**Configuration test of a Pb pseudopotential whose p channel is built on 5p only**

The table holds all-electron excitation energies of seven valence configurations of lead and the errors (all-electron minus pseudo) of a Troullier-Martins separable potential, from ld1.x with scalar-relativistic PBE and no spin polarisation. The program assigns five hidden rows with a Janak model, E = Σ εᵢ Δnᵢ + ½ U q², whose two free constants are fixed by the two labelled rows; the true assignment ranks first, but the pair 6s2 6p0 and 5d9 6s2 6p3 lies closer (0.695 eV) than the model's misses. The sign of the error is opposite to the change of 6p occupation in all seven rows, which separates that pair. Along 6s2 6pⁿ the error, counted from that of 6s2 6p2, follows 1010 h + 340 h² meV in the number h of 6p holes, while rows with 5p, 5d or 6s holes deviate by −164, −709 and +219 meV. A law in ionic charge alone fits all rows worse (rms 662 meV) than a single slope in 6p occupation (222 meV).

Calculated values. Separable Troullier-Martins pseudopotential for Pb from ld1.x 7.5 (scalar-relativistic PBE, nonlinear core correction), generated on 6s (local channel), 5p and 5d with radii of 1.7, 1.3 and 1.3 bohr. Excitation energies are relative to the reference configuration 5p6 5d10 6s1.75 6p2.25; errors are all-electron minus pseudo.

## Script

```python
# Table: ld1.x 7.5, Pb, PBE, scalar-relativistic, Troullier-Martins separable pseudopotential (p channel on 5p only);
# all-electron excitation energies (eV) from 5p6 5d10 6s1.75 6p2.25 and errors AE minus pseudo (meV), unpolarised.
# Tested: assignment of five hidden rows by a Janak model; error set by 6p occupation versus by ionic charge.
T = {
    'test_configuration': ['5p6 5d10 6s2 6p2', '5p6 5d10 6s2 6p1', '5p6 5d10 6s2 6p0', '5p6 5d10 6s2 6p1.5', '5p5 5d10 6s2 6p2', '5p6 5d9 6s2 6p3', '5p6 5d10 6s1 6p2'],
    'test_spin_polarised': ['no', 'no', 'no', 'no', 'no', 'no', 'no'],
    'excitation_energy_all_electron': [-2.1478, 4.4276, 17.872, 0.34402, 90.798, 17.177, 13.955],  # eV
    'excitation_error': [238.6, 1590, 3620, 827.6, 74.65, -1140, 457.6],  # meV
}
import re, itertools
import numpy as np
from scipy.constants import physical_constants as pc
Ry = pc['Rydberg constant times hc in eV'][0]
lab = T['test_configuration']
E = np.array(T['excitation_energy_all_electron'], float)
err = np.array(T['excitation_error'], float)
sh, ref = ['5p', '5d', '6s', '6p'], [6, 10, 1.75, 2.25]
occ = [dict((s, float(n)) for s, n in re.findall(r'(\d[spdf])([\d.]+)', c)) for c in lab]
dn = np.array([[o[s] - r for s, r in zip(sh, ref)] for o in occ])
q, x = -dn.sum(1) + 0.0, dn[:, 3]
eps = np.array([-6.34318, -1.58867, -0.90609]) * Ry  # further outputs of the same run: lowest p, d, s levels
print('levels 5p 5d 6s [eV]:', eps.round(2), '; rounding floor: E <= 0.0005 eV, error <= 0.5 meV')
hid, kn = [0, 2, 3, 4, 5], [1, 6]
A, fix = np.c_[x, q**2 / 2], dn[:, :3] @ eps
p = np.linalg.solve(A[kn], (E - fix)[kn])
Em = fix + A @ p
k = -np.mean(err[kn] / x[kn])
print('from the 2 labelled rows: eps6p %.2f eV, U %.2f eV; error per 6p removed %.0f, %.0f, mean %.0f meV'
      % (p[0], p[1], *(-err[kn] / x[kn]), k))
print('config | q | dn6p | E | E model | E-model [eV] | error | -k*dn6p | error/(-dn6p) [meV]')
for i in range(len(E)):
    print('%s | %+.1f | %+.2f | %.3f | %.2f | %+.2f | %.1f | %.0f | %.0f %s' % (lab[i], q[i], x[i], E[i], Em[i],
          E[i] - Em[i], err[i], -k * x[i], -err[i] / x[i], 'hidden' if i in hid else 'labelled'))
rank = sorted((float(((E[list(s)] - Em[hid])**2).sum()), s) for s in itertools.permutations(hid))
for c, s in rank[:3]:
    print('energy-only assignment, candidates', hid, '<- values of rows', s, ': sum of squares %.2f eV^2' % c)
print('close pair: E(6p0)-E(5d9 6p3) = %.3f eV; model gap %.2f eV; error gap %.0f meV'
      % (E[2] - E[5], Em[2] - Em[5], err[2] - err[5]))
ser = [0, 3, 1, 2]
h = x[0] - x
for a, b in zip(ser[:-1], ser[1:]):
    d = h[b] - h[a]
    sE, se = (E[b] - E[a]) / d, (err[b] - err[a]) / d
    print('6p %.1f -> %.1f: AE %.2f eV/e, error %.0f meV/e, ratio %.1f %%' % (2 - h[a], 2 - h[b], sE, se, se / sE / 10))
print('from 6s2 6p2, all rows: dE [eV]', (E - E[0]).round(3))
print('from 6s2 6p2, all rows: d error [meV]', (err - err[0]).round(0))
H = np.c_[h, h**2]
s3 = ser[1:]
cb = np.linalg.lstsq(H[s3], (err - err[0])[s3], rcond=None)[0]
cE = np.linalg.lstsq(H[s3], (E - E[0])[s3], rcond=None)[0]
print('6s2 6p^n series, h = 6p holes: error = %.0f h + %.0f h^2 meV; AE E = %.2f h + %.2f h^2 eV; linear ratio %.0f %%'
      % (*cb, *cE, cb[0] / cE[0] / 10))
rB = err - err[0] - H @ cb
print('series fit residuals [meV] (rows 4,5,6 have other holes, not fitted):', rB.round(0))
rms = {}
for name, M in [('a dn6p', np.c_[x]), ('c q + d q^2', np.c_[q, q**2])]:
    c = np.linalg.lstsq(M, err, rcond=None)[0]
    r = err - M @ c
    rms[name] = np.sqrt(np.mean(r**2))
    print('all rows, %s: coef %s meV, rms %.0f meV, worst %s' % (name, c.round(0), rms[name], lab[np.argmax(abs(r))]))
    print('   residuals [meV]:', r.round(0))
print('error spread [meV]: neutral rows %.0f, +1 rows %.0f' % (np.ptp(err[abs(q) < 1e-9]), np.ptp(err[abs(q - 1) < 1e-9])))
print('|error|/|E| [%]:', (abs(err) / abs(E) / 10).round(2))
# further outputs of the same run: phase errors (rad); p at -6.08 Ry; s, p, d at -0.32 Ry
p5, s6, p6, d6 = 0.0027, -0.0082, 0.188, 0.0106
print('phase error ratios: p(-0.32 Ry)/p(-6.08 Ry) %.0f, p/|s| %.0f, p/d %.0f at -0.32 Ry' % (p6 / p5, p6 / abs(s6), p6 / d6))
assert np.all(np.sign(err) == -np.sign(x))
assert list(rank[0][1]) == hid
assert abs(E[2] - E[5]) < max(abs(E[2] - Em[2]), abs(E[5] - Em[5]))
assert cb[0] > 0 and cb[1] > 0
```

Printed output:

```
levels 5p 5d 6s [eV]: [-86.3  -21.61 -12.33] ; rounding floor: E <= 0.0005 eV, error <= 0.5 meV
from the 2 labelled rows: eps6p -2.80 eV, U 8.02 eV; error per 6p removed 1272, 1830, mean 1551 meV
config | q | dn6p | E | E model | E-model [eV] | error | -k*dn6p | error/(-dn6p) [meV]
5p6 5d10 6s2 6p2 | +0.0 | -0.25 | -2.148 | -2.38 | +0.23 | 238.6 | 388 | 954 hidden
5p6 5d10 6s2 6p1 | +1.0 | -1.25 | 4.428 | 4.43 | +0.00 | 1590.0 | 1939 | 1272 labelled
5p6 5d10 6s2 6p0 | +2.0 | -2.25 | 17.872 | 19.25 | -1.38 | 3620.0 | 3490 | 1609 hidden
5p6 5d10 6s2 6p1.5 | +0.5 | -0.75 | 0.344 | 0.02 | +0.32 | 827.6 | 1163 | 1103 hidden
5p5 5d10 6s2 6p2 | +1.0 | -0.25 | 90.798 | 87.93 | +2.87 | 74.7 | 388 | 299 hidden
5p6 5d9 6s2 6p3 | +0.0 | +0.75 | 17.177 | 16.43 | +0.74 | -1140.0 | -1163 | 1520 hidden
5p6 5d10 6s1 6p2 | +1.0 | -0.25 | 13.955 | 13.96 | +0.00 | 457.6 | 388 | 1830 labelled
energy-only assignment, candidates [0, 2, 3, 4, 5] <- values of rows (0, 2, 3, 4, 5) : sum of squares 10.85 eV^2
energy-only assignment, candidates [0, 2, 3, 4, 5] <- values of rows (0, 5, 3, 4, 2) : sum of squares 14.77 eV^2
energy-only assignment, candidates [0, 2, 3, 4, 5] <- values of rows (3, 2, 0, 4, 5) : sum of squares 22.82 eV^2
close pair: E(6p0)-E(5d9 6p3) = 0.695 eV; model gap 2.82 eV; error gap 4760 meV
6p 2.0 -> 1.5: AE 4.98 eV/e, error 1178 meV/e, ratio 23.6 %
6p 1.5 -> 1.0: AE 8.17 eV/e, error 1525 meV/e, ratio 18.7 %
6p 1.0 -> 0.0: AE 13.44 eV/e, error 2030 meV/e, ratio 15.1 %
from 6s2 6p2, all rows: dE [eV] [ 0.     6.575 20.02   2.492 92.946 19.325 16.103]
from 6s2 6p2, all rows: d error [meV] [    0.  1351.  3381.   589.  -164. -1379.   219.]
6s2 6p^n series, h = 6p holes: error = 1010 h + 340 h^2 meV; AE E = 3.20 h + 3.40 h^2 eV; linear ratio 32 %
series fit residuals [meV] (rows 4,5,6 have other holes, not fitted): [   0.    1.   -0.   -1. -164. -709.  219.]
all rows, a dn6p: coef [-1487.] meV, rms 222 meV, worst 5p5 5d10 6s2 6p2
   residuals [meV]: [-133. -268.  275. -287. -297.  -25.   86.]
all rows, c q + d q^2: coef [-45. 908.] meV, rms 662 meV, worst 5p6 5d9 6s2 6p3
   residuals [meV]: [  239.   727.    78.   623.  -789. -1140.  -406.]
error spread [meV]: neutral rows 1379, +1 rows 1515
|error|/|E| [%]: [1.1110e+01 3.5910e+01 2.0260e+01 2.4057e+02 8.0000e-02 6.6400e+00
 3.2800e+00]
phase error ratios: p(-0.32 Ry)/p(-6.08 Ry) 70, p/|s| 23, p/d 18 at -0.32 Ry
```
